# Static and dynamic latch-up current density of a linear IGBT cell

**Problem.** An n-channel IGBT contains a parasitic thyristor: p⁺ anode, n⁻ drift region, p base, n⁺ source. (a) Derive the latch-up criterion. (b) Find the lateral drop under the source. (c) Find the trigger voltage and the static latch-up current density. (d) Repeat for fast inductive turn-off and place the term $C\,dV/dt$. (e) State the range of validity. (f) Evaluate a silicon cell at 450 K.

## Premises and conventions

The cell is a long stripe. One half cell has width $p=d+L+g$: over $d$ the cathode metal shorts the p base, over $L$ the base lies under the n⁺ source, and $g$ is the remainder under the gate. The coordinate $x$ runs from the edge of the short ($x=0$) to the channel end of the source ($x=L$). $J$ is the anode current per active area, lower-case $i$ is a current per unit stripe length, so the half cell carries $Jp$. Currents are magnitudes and $V_T=k_BT/q$.

- **P1.** The neutral base under the source is a thin sheet of thickness $W$, uniform doping $N_A$, hole charge number $Q=N_AW$ per area and sheet resistance $\rho_s=1/(q\mu_pQ)$.
- **P2.** The source and the shorted part of the base are at cathode potential, taken as zero. The base potential $V(x)$ is then the local forward bias of the n⁺p junction, with $V(0)=0$.
- **P3.** The vertical npn (source, base, drift) is in low injection with constant gain $\beta=\alpha_0/(1-\alpha_0)$, where $\alpha_0$ is its common-base gain without the short.
- **P4.** In steady state the pnp delivers the fraction $\alpha\equiv\alpha_{pnp}$ of the anode current as holes to the p base; $\alpha$ does not depend on current. Define $\gamma=(1-\alpha)/\alpha$.
- **P5.** The base–drift junction is reverse biased, without avalanche and with negligible leakage. The cell is isothermal.
- **P6.** All holes enter the sheet at $x=L$. Part (b) relaxes this.

## (a) Latch-up criterion

Let $i_h$ be the hole current reaching the p base, $i_{ch}$ the channel electron current and $i_C$ the electron current collected from the npn. These are the only currents crossing the base–drift boundary in steady state, and P4 fixes the first:

$$Jp=i_h+i_{ch}+i_C,\qquad i_h=\alpha Jp. \tag{1}$$

The npn is biased by the drop that $i_h$ produces, so $i_C$ is a function of $i_h$ with slope $b=di_C/di_h$. Differentiating (1) gives $(1-\alpha)\,p\,dJ=di_{ch}+b\alpha\,p\,dJ$, or

$$\frac{d(Jp)}{di_{ch}}=\frac{1}{1-\alpha-\alpha b}. \tag{2}$$

The gate sets $i_{ch}$ when the channel is saturated. The response (2) diverges at

$$b=\gamma. \tag{3}$$

The npn together with its short passes the cathode current $i_h+i_C$, so its small-signal common-base gain is $a_{npn}=di_C/d(i_h+i_C)=b/(1+b)$. At $b=\gamma$ this equals $1-\alpha$. Condition (3) is therefore

$$a_{npn}+\alpha_{pnp}=1,$$

with small-signal gains and with the short included in $a_{npn}$.

The same condition marks an instability in time. Let $\delta Q_d$ be a perturbation of the charge stored in the drift region of one cell, at fixed anode voltage and fixed $i_{ch}$. In charge control the holes are collected at the rate $\delta Q_d/\tau_t$ and the pnp base loses electrons at the rate $\delta Q_d/\tau_B$. In steady state the ratio of loss to collection is $(1-\alpha)/\alpha$, so $\tau_t/\tau_B=\gamma$. The electron balance is

$$\frac{d\,\delta Q_d}{dt}=b\,\frac{\delta Q_d}{\tau_t}-\frac{\delta Q_d}{\tau_B}=\frac{b-\gamma}{\tau_t}\,\delta Q_d. \tag{4}$$

The perturbation grows for $b>\gamma$. Two roles of the pnp are thus separate: $\alpha$ sets the loop gain through $\gamma$, while the hole current $i_h$ sets the bias of the npn and hence $b$. Part (d) rests on this separation.

## (b) Lateral drop with the npn still off

The lateral hole current $i(x)$ flows toward $x=0$. Ohm's law for a sheet gives $dV/dx=\rho_s i$. Under P6 the current is constant, $i=\alpha Jp$, and

$$V(L)=\alpha J\rho_sLp.$$

If latch-up starts when $V(L)$ reaches a trigger voltage $V_L$,

$$J_{L,\text{stat}}\simeq\frac{V_L}{\alpha_{pnp}\,\rho_s\,L\,p}. \tag{5}$$

If instead holes arrive with uniform density $J_h$ over the half cell, those under the gate enter at $x=L$, those under the source enter from below, and those under the contact bypass the sheet. Then $i(x)=J_h(g+L-x)$ and

$$V(L)=\rho_sJ_h\int_0^L(g+L-x)\,dx=\eta\,\rho_sJ_hLp,\qquad \eta=\frac{g+L/2}{p}<1. \tag{6}$$

P6 is the case $\eta=1$, the largest drop a given hole current can produce. It suits the on state, where holes are drawn toward the electron stream leaving the channel.

## (c) Trigger voltage and static limit

**Step 1: injection law.** By the law of the junction the electron density at the source edge of the base is $(n_i^2/N_A)e^{V/V_T}$. It falls linearly to about zero over $W$, so the collected current density is $J_c=J_0e^{V/V_T}$ with $J_0=qD_nn_i^2/Q$. The npn base current density $J_c/\beta$ consumes holes from the sheet.

**Step 2: sheet equation.** Hole conservation gives $di/dx=J_c/\beta$. Put $u=x/L$, $\psi=V/V_T$, and measure currents in $i_0=V_T/(\rho_sL)$, so that $i/i_0=\psi'$. Then

$$\psi''=\kappa e^{\psi},\qquad \kappa=\frac{\lambda}{\beta},\qquad \lambda=\frac{\rho_sJ_0L^2}{V_T}=\frac{\mu_n}{\mu_p}\left(\frac{n_iL}{Q}\right)^2. \tag{7}$$

The last form uses the Einstein relation $D_n=\mu_nV_T$. Integrating $J_c=\beta\,di/dx$ over the sheet gives $i_C=\beta i_0(s_1-s_0)$, with $s_0=\psi'(0)$ and $s_1=\psi'(1)=i_h/i_0$.

**Step 3: solution.** Equation (7) is the one-dimensional Liouville equation. Multiplying by $2\psi'$ and integrating gives $\psi'^2=c^2+2\kappa e^\psi$ with a constant $c$. The function

$$e^{\psi}=\frac{c^2}{2\kappa\sinh^2[c(u_0-u)/2]},\qquad \psi'=c\coth\frac{c(u_0-u)}{2},$$

satisfies (7), because differentiating $\psi'$ yields $c^2/\{2\sinh^2[c(u_0-u)/2]\}=\kappa e^\psi$. The condition $\psi(0)=0$ requires $\sinh^2(cu_0/2)=c^2/2\kappa$ and $s_0^2=c^2+2\kappa$. For $\kappa\ll c^2$ these become $e^{cu_0}=2c^2/\kappa$ and $s_0=c$. Define $w=e^{-c(u_0-1)}$. With $\coth\theta=(1+e^{-2\theta})/(1-e^{-2\theta})$ and $\sinh^2\theta=(1-e^{-2\theta})^2/(4e^{-2\theta})$,

$$w=\frac{\kappa e^{c}}{2c^2},\qquad s_1=c\,\frac{1+w}{1-w},\qquad \frac{i_C}{i_0}=\frac{2\beta cw}{1-w},\qquad \psi(1)=c-2\ln(1-w). \tag{8}$$

**Step 4: apply the criterion.** From $i_C=\beta i_0(s_1-c)$ follows $b=\beta(1-dc/ds_1)$, and (3) becomes $ds_1/dc=\beta/(\beta-\gamma)$. A solution needs $\beta>\gamma$, which is $\alpha_0\alpha>(1-\alpha_0)(1-\alpha)$, that is $\alpha_0+\alpha>1$; otherwise the cell cannot latch in this model. Using $dw/dc=w(1-2/c)$ in (8),

$$\frac{1-w^2+2w(c-2)}{(1-w)^2}=\frac{\beta}{\beta-\gamma}. \tag{9}$$

Equations (8) and (9) fix $c$, and

$$V_L=V_T\,\psi(1),\qquad J_{L,\text{stat}}=\frac{s_1V_T}{\alpha\rho_sLp}. \tag{10}$$

**Step 5: closed estimate.** For $w\ll1$ the left side of (9) is $1+2w(c-1)$, so $2w(c-1)=\gamma/(\beta-\gamma)$ and

$$e^{c}=\frac{\beta\gamma}{(\beta-\gamma)\lambda}\,\frac{c^2}{c-1}. \tag{11}$$

Since $s_1$ and $\psi(1)$ differ from $c$ only at relative order $w$, (10) reduces to (5). For $\beta\gg\gamma$ and $c\gg1$, with $n_i^2=N_cN_ve^{-E_g/k_BT}$,

$$qV_L\simeq E_g-k_BT\ln\frac{\mu_nN_cN_vL^2}{\gamma\,c\,\mu_pQ^2}.$$

The trigger voltage depends only logarithmically on gains and geometry. It falls as $T$ rises when the logarithm is positive and $E_g$ shrinks, and $\rho_s$ rises with $T$ where phonon scattering limits $\mu_p$; both lower $J_L$.

**Step 6: relation to the built-in potential.** The injected density extrapolates to $N_A$ at $V_{hi}=2V_T\ln(N_A/n_i)$, while $V_{bi}=V_T\ln(N_AN_S/n_i^2)=V_{hi}+V_T\ln(N_S/N_A)$ for source doping $N_S$. A latch-up that starts in low injection has $V_L<V_{hi}<V_{bi}$. The voltage in (5) is the turn-on voltage of the junction; inserting $V_{bi}$ gives an overestimate.

**Step 7: self-sustained state.** Beyond the point (9), $i_{ch}$ decreases as $J$ grows. It vanishes when $\beta(s_1-c)=\gamma s_1$, which by (8) means $w=\gamma/(2\beta-\gamma)$ and $s_1=c\beta/(\beta-\gamma)$. At this current $J_H>J_{L,\text{stat}}$ the large-signal gains add to one, and the thyristor conducts without the channel. A channel in its linear range yields electron current to the npn, a negative feedback that moves the onset from $J_{L,\text{stat}}$ toward $J_H$.

## (d) Dynamic latch-up

**Step 1: current conservation.** The total current, conduction plus displacement, has no divergence. Draw a surface through the neutral p base and the channel, where displacement current is negligible. Apart from a capacitive current that leaves through the gate and only relieves the base, the first relation of (1) holds at every instant:

$$i_h=Jp-i_{ch}-i_C\le Jp. \tag{12}$$

Here $i_h$ includes the holes pushed out of the p side of the widening depletion layer. An inductive load holds $J$ fixed while the anode voltage rises to the clamp. If the gate removes the channel faster than the stored charge decays, $i_{ch}\to0$ and the hole fraction $i_h/Jp$ jumps from $\alpha$ to nearly one. The hole fraction tends to one, not the gain that enters $\gamma$.

**Step 2: threshold.** By (4) a cell among many at common voltage runs away only if $b>\gamma$, and $b$ depends on $i_h$ alone. The critical junction state is again (9). Define the critical hole current density $J^*=s_1i_0/p\simeq V_L/(\rho_sLp)$ and the npn current density at that state, $J_C=\beta(s_1-c)\,i_0/p$. Setting $i_{ch}=0$ in (12),

$$J_{L,\text{dyn}}=J^*+J_C\simeq\frac{V_L}{\rho_sLp},\qquad \frac{J_{L,\text{dyn}}}{J_{L,\text{stat}}}=\alpha\left(1+\frac{J_C}{J^*}\right). \tag{13}$$

From Step 5 of (c), $J_C/J^*\simeq\gamma/c$ for $\beta\gg\gamma$. Below (13) the loop gain stays under one throughout the turn-off. Above it a perturbation grows by $\exp\int(b-\gamma)\,dt/\tau_t$, and failure needs this factor to become large before the current falls. Equation (13) is thus the limit of assured turn-off within the model.

**Step 3: the term $C\,dV/dt$.** A one-sided junction with drift doping $N_D$ holds the charge $\sqrt{2q\varepsilon N_DV}$ per area, so $C=\sqrt{q\varepsilon N_D/2V}=\varepsilon/W_D$ with depletion width $W_D$. The advancing edge releases electrons into the neutral drift region with current density $S=qN_D\,dW_D/dt=C\,dV/dt$. These electrons feed the pnp base as channel electrons do. For changes slow against $\tau_t$ the electron balance is $(1-\alpha)Jp=i_{ch}+i_C+Sp$, and (12) gives $i_h/p=\alpha J+S$. Setting this equal to $J^*$,

$$J_L(S)=\frac{J^*-S}{\alpha},\qquad 0\le S\le S_{\max}=J^*-\alpha J_{L,\text{dyn}}. \tag{14}$$

The upper end follows from $i_{ch}\ge0$, and there $J_L(S_{\max})=J_{L,\text{dyn}}$. The displacement current adds to the collected holes $\alpha J$ and lowers the limit from the static value toward the dynamic one. It does not add to the load current: with the channel off it is one part of $J$, already counted in (13).

If the edge sweeps a plasma of density $p_0$, it releases $q(N_D+p_0)\,dW_D/dt$, so $S=C(1+p_0/N_D)\,dV/dt$ when mobile charge in the depletion layer is ignored. In inductive turn-off $dV/dt$ is not imposed; it adjusts until $S$ replaces the missing channel current.

For a blocked cell without plasma and with an imposed ramp, the terminal current is $C\,dV/dt$ for a ramp fast against $\tau_t$ and $C\,(dV/dt)/(1-\alpha)$ for a slow one. The cell is safe when the larger value stays below $J^*$.

**Step 4: uniform collection.** With the channel off, nothing draws the holes to the channel end, and (6) may apply. Then $\psi(1)=\eta j$ and the end slope is $(g/p)\,j$, with $j=J_hp/i_0$. For large $\beta$ the injection integral is $i_C/i_0\simeq\lambda e^{\psi(1)}p/(gj)$, and $b\simeq\eta\, i_C/i_0$. Condition (3) gives $i_C/i_0=\gamma/\eta$ and $e^{\psi(1)}=(\gamma\psi(1)/\lambda)\,g/(p\eta^2)$. Both $J^*$ and $J_C$ scale as $1/\eta$, and $\psi(1)$ shifts by about $\ln[g/(p\eta^2)]$, so $J_{L,\text{dyn}}\to J_{L,\text{dyn}}/\eta$ up to this shift.

## (e) Range of validity

1. **Low injection.** By (11), the ratio $n_i^2e^{\psi(1)}/N_A^2$ is about $\gamma c(\mu_p/\mu_n)(W/L)^2$, independent of doping. It must be below one.
2. **Thin sheet.** Injection crowds within $L/c$ of the channel end. If $L/c<W$, the corner and sidewall of the source change $\lambda$ by a factor $F$ of order one, and $J_L$ changes by about the fraction $-\ln F/c$.
3. **Gains.** If $\alpha$ varies with current, the small-signal value belongs in $\gamma$ and the large-signal value in the denominators of (5) and (10). Both are to be taken at the anode voltage of interest, since a thinner neutral drift region raises them.
4. **Base charge.** A junction field $E$ removes $\varepsilon E/q$ from $Q$, which raises $\rho_s$ and $\lambda$.
5. **Avalanche.** Holes crossing the depletion layer at saturation velocity $v_s$ add the density $J/(qv_s)$ to $N_D$ and steepen the field. Multiplication leaves (12) intact but supplies extra electrons to the pnp base and raises the loop gain.
6. **Uniformity.** Self-heating, unequal gate delays and stripe ends make the local $T$ and $J$ exceed the chip averages. The results apply to the worst cell.

## (f) Silicon cell at 450 K

Given geometry: $p=15000$ nm, $d=2000$ nm, $L=5000$ nm, $g=8000$ nm, $W=1000$ nm. Given doping: $N_A=1.5\times10^{17}$, $N_S=1\times10^{20}$, $N_D=1\times10^{14}$ cm⁻³. Assumed gains: $\alpha=0.40$, $\beta=20$. Approximate silicon inputs at 450 K: $n_i=5\times10^{13}$ cm⁻³, $\mu_p=180$ and $\mu_n=420$ cm² V⁻¹ s⁻¹ in the base, $\varepsilon=11.7\,\varepsilon_0$, hole $v_s=7\times10^6$ cm/s. Intermediate quantities carry extra digits to let the arithmetic be followed; the results hold to two figures at best.

**Scales.** $k_BT=0.03878$ eV, $Q=1.5\times10^{13}$ cm⁻², $\rho_s=2.31\times10^3\ \Omega$ per square, $i_0=0.0335$ A/cm, $i_0/p=22.4$ A/cm². Further $\gamma=1.5$, $\lambda=6.48\times10^{-6}$, $\kappa=3.24\times10^{-7}$ and $\beta/(\beta-\gamma)=1.081$.

**Critical state.** The root of (9) is $c=15.21$ with $w=2.84\times10^{-3}$; estimate (11) gives $c=15.22$. Then $s_1=15.30$, $i_C/i_0=1.73$, $\psi(1)=15.22$ and $V_L=0.59$ V. The neglected ratio $\kappa/c^2$ is $1.4\times10^{-9}$. For comparison $V_{hi}=0.62$ V, and the Boltzmann estimate of the built-in potential is $V_{bi}=0.87$ V, nominal because the source is degenerate.

| Quantity | Equation | A/cm² |
|---|---|---|
| Static limit | (10) | $8.6\times10^2$ |
| Static limit, short form | (5) | $8.5\times10^2$ |
| Short form with $V_{bi}$ for $V_L$ | (5) | $1.3\times10^3$ |
| Self-sustained current $J_H$ | Step 7 | $1.1\times10^3$ |
| Critical hole current $J^*$ | (13) | $3.4\times10^2$ |
| npn current $J_C$ | (13) | $39$ |
| Dynamic limit, $\eta=1$ | (13) | $3.8\times10^2$ |
| Dynamic limit, $\eta=0.70$ | Step 4 | $5.4\times10^2$ |

Use of $V_{bi}$ overstates the static limit by a factor 1.5. The ratio of dynamic to static limit is $0.40\,(1+1.73/15.30)=0.445$. For uniform collection the shift $\ln[g/(p\eta^2)]=0.085$ is 0.6 % of $c$. The entry $J_H$ has $w=0.0390$ and $c=18.19$; there the ratio of item 1 is 9.6, so high injection weakens the npn and the entry is a low estimate.

**Displacement current.** At 100 V, $C=0.29$ nF/cm². A ramp of 10 V/ns gives $S=2.9$ A/cm² and lowers the static limit by $S/\alpha=7$ A/cm², or 0.8 %. The full dynamic limit needs $S_{\max}=1.9\times10^2$ A/cm², which must come from stored plasma. For an assumed $p_0=1\times10^{16}$ cm⁻³ this corresponds to 6.5 V/ns at 100 V. The mobile holes are not negligible here: $J_{L,\text{dyn}}/(qv_s)=3.4\times10^{14}$ cm⁻³ exceeds $N_D$. At given $V$ and $dV/dt$ the edge velocity scales as the inverse square root of the space-charge density, a factor 2.1, so the ramp is nearer 14 V/ns. The same charge favours avalanche as the voltage climbs (item 5). For the blocked cell the capacitance is largest at zero bias, where $V$ is replaced by the base–drift built-in potential 0.34 V: $C=5.0$ nF/cm², giving 50 A/cm² (fast) or 83 A/cm² (slow) at 10 V/ns, both below $J^*$.

**Size of neglected terms.**

- Injection level: the ratio of item 1 is 0.45, and $n(n+N_A)=n_i^2e^{\psi(1)}$ gives $n/N_A=0.34$ at the channel end. The mean hole density across the base rises there by 17 %, which raises $c$ by 0.16, or 1 %; the local gain in conductivity acts in the same direction with similar size.
- Crowding: $L/c=3.3\times10^2$ nm is less than $W$. A factor $F=2$ changes $J_L$ by 5 %.
- Inputs: a 20 % change of $n_i$ moves $c$ by 2 %; a typical gap narrowing of 0.010 eV in the base lowers $V_L$ by 2 %.
- Source resistance: a typical 20 Ω per square carrying the channel current $21.2\,i_0$ reduces the junction bias by 1 %.
- Lateral drift: the field $1.2\times10^3$ V/cm gives $2.1\times10^5$ cm/s, 3 % of $v_s$, so Ohm's law holds.
- High voltage: a field of $2\times10^5$ V/cm removes $1.3\times10^{12}$ cm⁻² from $Q$ and lowers all limits by about 10 %. A gain $\alpha=0.70$, taken as both the small-signal and the large-signal value, gives $c=13.8$, $J_{L,\text{dyn}}=3.2\times10^2$ A/cm² and $J_{L,\text{stat}}=4.4\times10^2$ A/cm², lower than at $\alpha=0.40$ by factors 1.2 and 1.9.

**Result.** At 450 K the cell has $V_L\approx0.59$ V, $J_{L,\text{stat}}\approx0.86$ kA/cm² and $J_{L,\text{dyn}}\approx0.38$ kA/cm² for holes entering at the channel end, rising to about 0.54 kA/cm² for uniform collection. For the static limit, which scales nearly as $1/\alpha$, the value of $\alpha$ is the largest uncertainty: a factor 1.9 between $\alpha=0.40$ and $0.70$. For the dynamic limit the hole path is the largest, a factor $1/\eta=1.4$, followed by the high-voltage changes of $\alpha$ (factor 1.2) and $Q$ (about 10 %).